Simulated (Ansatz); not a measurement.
## Ligand exchange: SnH2(CH3)2 + C3H9BO2 → SnH(CH3)2(OH) + C3H9BO

Species: SnH2(CH3)2, singlet; C3H9BO2 `CC(C)B(O)O`, singlet; SnH(CH3)2(OH), singlet; C3H9BO `CC(C)BO`, singlet. The partners trade H for OH: Sn–H and B–OH bonds give way to Sn–OH and B–H.

Shapes, held fixed at every level: PBE0-D4/def2-TZVP. Flexible molecules stand in one conformer, not always the lowest. Programs: Ansatz 0.2.0. Electronic energies: no zero-point or thermal term.

Problem. Estimate ΔE of this reaction.

Solution. The highest level, CCSD(T)/def2-TZVPP, gives ΔE = +113.8 kJ/mol; the levels span +109.9 to +116.9. The column of differences is taken from that level and isn't an error. No measured value is set beside it here. For atoms past krypton def2 sets carry core potentials with scalar relativity. Correlated rows may include outer-core shells of Sn, which these sets cover unevenly.

| level | kind | ΔE (kJ/mol) | less CCSD(T)/def2-TZVPP |
| --- | --- | --- | --- |
| PBE-D4/def2-TZVPP | GGA | +109.9 | -3.9 |
| B3LYP-D4/def2-TZVPP | global hybrid | +110.6 | -3.2 |
| PBE0-D4/def2-TZVPP | global hybrid | +116.9 | +3.1 |
| wB97M-V/def2-TZVPP | range-separated hybrid | +115.4 | +1.6 |
| wB97X-V/def2-TZVPP | range-separated hybrid | +111.1 | -2.7 |
| CCSD/def2-TZVPP | coupled cluster or CI | +115.2 | +1.4 |
| CCSD(T)/def2-TZVPP | coupled cluster or CI | +113.8 | 0.0 |

Transfer of hydroxide from boron to tin is strongly uphill at every level, so for these isolated molecules the electronic energy favours OH on boron and H on tin. The main reason is probably the B–OH bond: it is short and polar, and an oxygen lone pair donates into the empty boron 2p orbital. Tin's larger, more diffuse valence orbitals offer no comparable π stabilisation, although Sn–O is also strongly polar. Forming B–H at the expense of the weaker Sn–H bond recovers only part of the cost, and the remaining hydroxyl on boron can donate more strongly once its competitor is gone.

The spread among methods is small beside the reaction energy and doesn't follow functional class: the two global hybrids fall on opposite sides of the coupled-cluster value, as do the two range-separated ones. Perturbative triples lower the CCSD result by only 1.4 kJ/mol, which suggests that higher excitations matter little to this difference. Association of the tin hydroxide through Sn–O bridges, which could reduce the cost in condensed phases, is not tested.
